\section*{Pitfall: ``non-crossing'' of $^3P_0$ and $^3P_1$ in I$^+$ $5p^4$}

\subsection*{Model and conventions}
One configuration, $H=H_{\rm Coul}+\zeta\sum_i \mathbf l_i\cdot\mathbf s_i$ with $\zeta>0$, and $F_2=F^2/25$. Relative to $^3P$, the term $^1D$ lies at $6F_2$ and $^1S$ at $\Delta=15F_2$. All energies are in $10^3$~cm$^{-1}$. The approximate inputs $\zeta=5.8$ and $F_2=1.4$ (so $\Delta=21.0$) were chosen to reproduce the typical level pattern of I$^+$; all results are the model's.

\subsection*{The attempt (wrong: do not reuse)}
\begin{enumerate}
\item Diagonalise $H$ among the 15 determinants and print the distinct eigenvalues above the lowest: $0,\ 6.45,\ 7.13,\ 13.96,\ 28.81$.
\item For $\zeta\to0$ the triplet is inverted, with $^3P_2,{}^3P_1,{}^3P_0$ at $-\zeta/2,+\zeta/2,+\zeta$. The $J$ order is $2,1,0,2,0$.
\item Raising $\zeta/F_2$ changes one parameter, so by the non-crossing rule this order survives.
\item Hence $^3P_1$ is at $6.45$, $^3P_0$ at $7.13$, and
\begin{equation}
E(^3P_0)-E(^3P_1)=+0.68\quad\text{(wrong)}.
\end{equation}
\end{enumerate}

\subsection*{Symptom}
Print the multiplicities too. They are $5,1,3,5,1$, so the level called $J=1$ has one state and the level called $J=0$ has three. The $jj$ limit also objects. For $F_2\to0$ the two lowest levels belong to $(p_{1/2})^2(p_{3/2})^2$ at $-\zeta$, and two equivalent $j=3/2$ electrons allow only $J=0,2$. The second level cannot be $J=1$.

\subsection*{Faulty line}
Line 3. The rule of von Neumann and Wigner (1929) counts conditions: two levels meet only if the diagonal difference and the coupling element both vanish, which one parameter generically cannot arrange. Here $[H,\mathbf J^2]=0$, so the element between $J=0$ and $J=1$ is zero for every $\zeta/F_2$. One condition remains and one parameter can meet it. The rule holds within each block of given $J$, $M_J$ and parity. A shared label $^3P$ is no such symmetry, since $L$ and $S$ are not conserved.

\subsection*{Mended calculation}
Since $\mathbf l\cdot\mathbf s$ is traceless over the shell, four electrons act as two holes with $-\zeta$: the $p^4$ matrices are those of $p^2$ with $\zeta\to-\zeta$. The off-diagonal signs depend on phases and do not affect energies.
\begin{equation}
H_0=\begin{pmatrix}\zeta&\sqrt2\,\zeta\\ \sqrt2\,\zeta&15F_2\end{pmatrix},\qquad
E_1=\frac{\zeta}{2},\qquad
H_2=\begin{pmatrix}-\zeta/2&\zeta/\sqrt2\\ \zeta/\sqrt2&6F_2\end{pmatrix},
\end{equation}
in the bases $(^3P_0,{}^1S_0)$, $^3P_1$ and $(^3P_2,{}^1D_2)$. The level $^3P_1$ is the only one with $J=1$ and stays unmixed. The roots for $J=0$ are
\begin{equation}
E_0^{\pm}=\frac{15F_2+\zeta}{2}\pm\sqrt{\frac{(15F_2-\zeta)^2}{4}+2\zeta^2}.
\end{equation}
The upper root is at least the diagonal element $\zeta$, so $E_0^+>E_1$ always. Then $E_0^-<E_1$ holds exactly when $E_1$ lies between the roots, that is, when the characteristic polynomial is negative there:
\begin{equation}
\det(H_0-E_1)=\frac{\zeta}{2}\left(15F_2-\frac{9}{2}\zeta\right)<0
\iff \zeta>\frac{10}{3}F_2=\frac{2}{15}F^2 .
\end{equation}
With the inputs, $\zeta/F_2=4.14$ and $\zeta$ exceeds the threshold $4.67$. The square root is $11.18$, so $E_0^-=2.22$: repulsion by $^1S_0$ lowers $^3P_0$ by $3.58$, more than the first-order interval $\zeta/2=2.90$. The state holds $16\%$ singlet, so the name $^3P_0$ still fits. With the lower root of $H_2$ at $-4.23$, $^3P_0$ lies at $6.45$ and $^3P_1$ at $7.13$:
\begin{equation}
E(^3P_0)-E(^3P_1)=-0.68 .
\end{equation}

\subsection*{Size of the error}
The eigenvalues of the attempt were right and two labels were swapped. Each level is misplaced by $0.68$, and the interval has the wrong sign, an error of $1.36$, about $1400$~cm$^{-1}$ in the model. The interval is a small difference of larger terms. Configuration interaction, neglected here, typically shifts $^1S$ relative to $^3P$ by an amount of order $1$. Raising $\Delta$ from $21$ to $22$ changes the interval to $-0.53$, so for the ion only its first figure is meaningful. The order is more robust: at this $\zeta$ the model keeps $^3P_0$ below $^3P_1$ until $\Delta$ reaches $9\zeta/2=26.1$.